## Dipole closure sums over the full Dirac spectrum: W$^{73+}$ 1s

### Result

Let $H=c\,\boldsymbol\alpha\cdot\mathbf p+\beta mc^2+V(r)$ with a local potential $V$, let $|0\rangle$ be a normalised bound state of energy $E_0$ (rest energy included), and define

$$S_k=\sum_n (E_n-E_0)^k\,|\langle n|\mathbf r|0\rangle|^2,\qquad |\langle n|\mathbf r|0\rangle|^2=\sum_{i=1}^{3}|\langle n|x_i|0\rangle|^2 .$$

The sum runs over all eigenstates of $H$: bound states, the continuum $E\ge mc^2$ and the continuum $E\le -mc^2$. Then

$$S_0=\langle r^2\rangle,\qquad S_1=0,\qquad S_2=3(\hbar c)^2 .$$

For the 1s state in $V=-Z\alpha\hbar c/r$, with $\gamma=\sqrt{1-(Z\alpha)^2}$ and $\lambda=Z\alpha\, mc^2/(\hbar c)$,

$$S_0=\frac{(\gamma+1)(2\gamma+1)}{2\lambda^2}.$$

The operator $\mathbf r$ connects 1s only to the channels $p_{1/2}$ ($\kappa=+1$) and $p_{3/2}$ ($\kappa=-2$), and the sums divide as follows.

| channel | $S_0$ | $S_1$ | $S_2$ |
|---|---|---|---|
| $p_{1/2}$ | $\tfrac13\langle r^2\rangle$ | $-\tfrac13(2\gamma+1)\,\hbar^2/m$ | $\tfrac13(5+4\gamma)(\hbar c)^2$ |
| $p_{3/2}$ | $\tfrac23\langle r^2\rangle$ | $+\tfrac13(2\gamma+1)\,\hbar^2/m$ | $\tfrac43(1-\gamma)(\hbar c)^2$ |

### Problem

Treat W$^{73+}$ as one electron bound to a fixed point nucleus of charge $Z=74$. Data: $\alpha=7.297353\times10^{-3}$, $\hbar c=3.161527\times10^{-26}$ J m, $mc^2=8.187106\times10^{-14}$ J, 1 eV $=1.602177\times10^{-19}$ J. For part (d), take an approximate nuclear radius $R_N=5.4\times10^{-15}$ m.

(a) Find $S_0$, $S_1$, $S_2$ for 1s, in total and by channel.
(b) Bound the part $S_0^-$ of $S_0$ that comes from negative energies, and bracket the part $S_1^+$ of $S_1$ that comes from positive energies.
(c) Find how much the single level $2p_{3/2}$ contributes to its channel.
(d) Estimate how far the numbers apply to the real ion.

### Solution

**Why the sums close.** The terms $\beta mc^2$ and $V$ commute with $x_i$, and $[p_j,x_i]=-i\hbar\delta_{ij}$, so $[H,x_i]=-i\hbar c\,\alpha_i$. Acting on the eigenstate,

$$(H-E_0)\,x_i|0\rangle=-i\hbar c\,\alpha_i|0\rangle .$$

Completeness, $\sum_n|n\rangle\langle n|=1$, holds only with both continua. It gives three results.

- $S_0=\sum_i\langle0|x_ix_i|0\rangle=\langle r^2\rangle$.
- $S_1=\sum_i\langle0|x_i(H-E_0)x_i|0\rangle=-i\hbar c\,\langle\boldsymbol\alpha\cdot\mathbf r\rangle$. The left side is real. The operator $\boldsymbol\alpha\cdot\mathbf r$ is Hermitian, so the right side is imaginary. Both vanish.
- $S_2=\sum_i\|(H-E_0)x_i|0\rangle\|^2=(\hbar c)^2\sum_i\langle\alpha_i^2\rangle=3(\hbar c)^2$, since $\alpha_i^2=1$.

**Radial form.** Write $\psi=r^{-1}(P\,\Omega_{\kappa\mu},\,iQ\,\Omega_{-\kappa\mu})$, with $\Omega_{-\kappa\mu}=-(\boldsymbol\sigma\cdot\hat{\mathbf r})\Omega_{\kappa\mu}$. The radial operator on $(P,Q)$ is

$$H_\kappa=\begin{pmatrix} mc^2+V & \hbar c\left(-\partial_r+\kappa/r\right)\\ \hbar c\left(\partial_r+\kappa/r\right) & -mc^2+V\end{pmatrix}.$$

Substitution shows that for $\kappa=-1$ it has the eigenvalue $E_0=\gamma mc^2$ with

$$P=\sqrt{\tfrac{1+\gamma}{2}}\,f,\quad Q=-\sqrt{\tfrac{1-\gamma}{2}}\,f,\quad f^2=\frac{(2\lambda)^{2\gamma+1}}{\Gamma(2\gamma+1)}\,r^{2\gamma}e^{-2\lambda r}.$$

Since $P^2+Q^2=f^2$, the moments are $\langle r^s\rangle=\Gamma(2\gamma+1+s)/[\Gamma(2\gamma+1)(2\lambda)^s]$. Thus $\langle r\rangle=(2\gamma+1)/(2\lambda)$ and $\langle r^2\rangle=(2\gamma+2)(2\gamma+1)/(4\lambda^2)$, the stated $S_0$.

Because $\boldsymbol\sigma\cdot\hat{\mathbf r}$ commutes with $\hat{\mathbf r}$ and squares to one, the upper and lower components share one angular factor. Summed over $i$ and the final $\mu$ it is

$$w_\kappa=(2j+1)\begin{pmatrix} j&1&\tfrac12\\ -\tfrac12&0&\tfrac12\end{pmatrix}^2,$$

which equals $1/3$ for $j=1/2$ and $2/3$ for $j=3/2$. Applying $H_\kappa-E_0$ to $(rP,rQ)$ and using the 1s equation leaves

$$(H_\kappa-E_0)\begin{pmatrix} rP\\ rQ\end{pmatrix}=\hbar c\begin{pmatrix}\kappa\,Q\\ (\kappa+2)\,P\end{pmatrix}.$$

Radial completeness in channel $\kappa$ then gives

$$S_1(\kappa)=2w_\kappa(\kappa+1)\,\hbar c\int_0^\infty rPQ\,dr,\qquad S_2(\kappa)=w_\kappa(\hbar c)^2\left[\kappa^2\,\frac{1-\gamma}{2}+(\kappa+2)^2\,\frac{1+\gamma}{2}\right].$$

With $PQ=-\tfrac12 Z\alpha f^2$ and $\hbar c\,Z\alpha/\lambda=\hbar^2/m$, one finds $\hbar c\int rPQ\,dr=-\tfrac14(2\gamma+1)\hbar^2/m$. Inserting $\kappa=+1$ and $\kappa=-2$ yields the table, whose columns add to $\langle r^2\rangle$, $0$ and $3(\hbar c)^2$.

**(a) Numbers.** The basic quantities are

- $Z\alpha=0.540004$, $(Z\alpha)^2=0.291604$, $\gamma=0.841662$;
- $\hbar/(mc)=\hbar c/mc^2=3.86159\times10^{-13}$ m, $1/\lambda=7.15104\times10^{-13}$ m;
- $E_0=6.891\times10^{-14}$ J, a binding energy $(1-\gamma)mc^2=1.296\times10^{-14}$ J (80.91 keV);
- $(\hbar c)^2=9.995\times10^{-52}$ J$^2$ m$^2$, $\hbar^2/m=(\hbar c)^2/mc^2=1.2209\times10^{-38}$ J m$^2$.

With $(\gamma+1)(2\gamma+1)/2=2.47089$ and $1/\lambda^2=5.11374\times10^{-25}$ m$^2$,

$$S_0=1.264\times10^{-24}\ \text{m}^2,\qquad S_1=0,\qquad S_2=2.999\times10^{-51}\ \text{J}^2\,\text{m}^2 .$$

The root-mean-square radius is $1.124\times10^{-12}$ m. The Schrödinger value, obtained at $\gamma=1$, is $3/\lambda^2=1.534\times10^{-24}$ m$^2$, so the Dirac $S_0$ is 0.824 of it. The channel coefficients are $(2\gamma+1)/3=0.8944$, $(5+4\gamma)/3=2.7889$ and $4(1-\gamma)/3=0.2111$.

| | $S_0$ / $10^{-25}$ m$^2$ | $S_1$ / $10^{-38}$ J m$^2$ | $S_2$ / $10^{-52}$ J$^2$ m$^2$ |
|---|---|---|---|
| $p_{1/2}$ | 4.212 | $-1.092$ | 27.88 |
| $p_{3/2}$ | 8.424 | $+1.092$ | 2.110 |
| total | 12.64 | 0 | 29.99 |

The 1s level is the lowest of the positive branch, so every positive-energy term of $S_1$ is non-negative. The negative entry for $p_{1/2}$ can therefore come only from the negative continuum. That channel also carries 93 per cent of $S_2$. The reason is that $\boldsymbol\alpha$ maps the dominant component $P\,\Omega_{-1\mu}$ into the lower component without changing its orbital $s$ character, and a lower component $\Omega_{-1\mu}$ belongs to $\kappa=+1$.

**(b) Bounds.** Every negative-energy state has $|E_n-E_0|\ge\Delta=(1+\gamma)mc^2=1.508\times10^{-13}$ J (941.1 keV). All terms of $S_2$ are non-negative, so $S_2^-\le3(\hbar c)^2$. Dividing term by term by $|E_n-E_0|^2$ and by $|E_n-E_0|$,

$$S_0^-\le\frac{3(\hbar c)^2}{\Delta^2}=1.319\times10^{-25}\ \text{m}^2,\qquad |S_1^-|\le\frac{3(\hbar c)^2}{\Delta}=1.989\times10^{-38}\ \text{J m}^2 .$$

The first bound is 10.4 per cent of $S_0$. Since $S_1=0$, $S_1^+=|S_1^-|$, and the second bound limits $S_1^+$ from above. From below, $S_1^+\ge S_1^+(p_{3/2})\ge S_1(p_{3/2})$, because the negative-energy terms only lower a channel sum. For the oscillator-strength sum $f_+=2mS_1^+/(3\hbar^2)$ this reads

$$\frac{2(2\gamma+1)}{9}\le f_+\le\frac{2}{1+\gamma},\qquad 0.596\le f_+\le1.086 .$$

The Thomas-Reiche-Kuhn value $f_+=1$, that is $S_1^+=3\hbar^2/(2m)=1.831\times10^{-38}$ J m$^2$, is the limit $Z\alpha\to0$, where the upper bound becomes an equality. It lies inside the bracket, but its corrections are of relative order $(Z\alpha)^2$, about 0.29 here, so it does not fix $f_+$ for $Z=74$.

**(c) The level $2p_{3/2}$.** This state is nodeless like 1s. With $\gamma_2=\sqrt{4-(Z\alpha)^2}=1.92572$ and $\varepsilon=\gamma_2/2=0.962860$, its energy is $\varepsilon mc^2$, and $P_2=\sqrt{(1+\varepsilon)/2}\,g$, $Q_2=-\sqrt{(1-\varepsilon)/2}\,g$, where $g^2=\lambda^{2\gamma_2+1}r^{2\gamma_2}e^{-\lambda r}/\Gamma(2\gamma_2+1)$. The excitation energy is $\Delta E=(\varepsilon-\gamma)mc^2=9.923\times10^{-15}$ J (61.93 keV). The radial integral $D=\int r(PP_2+QQ_2)\,dr$ is

$$D=\frac{\eta}{\lambda}\,\frac{2^{\gamma+1/2}\,\Gamma(\gamma+\gamma_2+2)}{(3/2)^{\gamma+\gamma_2+2}\sqrt{\Gamma(2\gamma+1)\,\Gamma(2\gamma_2+1)}},\qquad \eta=\tfrac12\left[\sqrt{(1+\gamma)(1+\varepsilon)}+\sqrt{(1-\gamma)(1-\varepsilon)}\right].$$

Here $\eta=0.98899$, and the three gamma functions are 17.01, 1.5244 and 19.24 in the order written. Hence $D=1.139/\lambda=8.15\times10^{-13}$ m. The contributions $\tfrac23D^2(\Delta E)^k$ are $4.43\times10^{-25}$ m$^2$, $4.39\times10^{-39}$ J m$^2$ and $4.36\times10^{-53}$ J$^2$ m$^2$ for $k=0,1,2$. They amount to 53, 40 and 21 per cent of the net $p_{3/2}$ sums. Each power of the energy difference moves weight away from this level towards more distant states.

The radial identity also explains the use of these sums with finite bases. If a basis of channel $\kappa$ contains $(rP,rQ)$ and $(\kappa Q,(\kappa+2)P)$, its pseudo-spectrum of both signs of energy reproduces $S_0$, $S_1$ and $S_2$ exactly. The four functions $r^{\gamma}e^{-\lambda r}$ and $r^{\gamma+1}e^{-\lambda r}$, each placed in the upper or the lower component, already do so. Passing the three rules therefore does not show that a basis is complete.

**(d) Reach of the model.** The values of $S_0$, the channel entries, the bounds and the line shares belong to the point-nucleus Dirac-Coulomb model. An extended nucleus is still a local potential, so $S_1=0$ and $S_2=3(\hbar c)^2$ survive unchanged. It alters $\langle r^2\rangle$ on the relative scale $(2\lambda R_N)^{2\gamma}$, the ratio of the first-order energy shift to the binding energy up to a factor of order one. With $2\lambda R_N=0.0151$ this scale is $9\times10^{-4}$. Radiative corrections to 1s enter on the relative scale $\alpha(Z\alpha)^2=2\times10^{-3}$. Both are far below the relativistic contraction, and $S_0$ describes the real ion to about three figures.

The sums are defined with the unretarded operator $\mathbf r$. A real photon of energy $\Delta E$ has wave number $q=\Delta E/(\hbar c)$, and $q/\lambda=0.22$ for the $2p_{3/2}$ line, so retardation corrects its strength at relative order $(q/\lambda)^2=0.05$. At the energy difference $\Delta$, $q/\lambda=3.4$, where no dipole approximation holds. The negative-energy parts are exact properties of the operators $H$ and $\mathbf r$, and are not strengths of observable dipole transitions.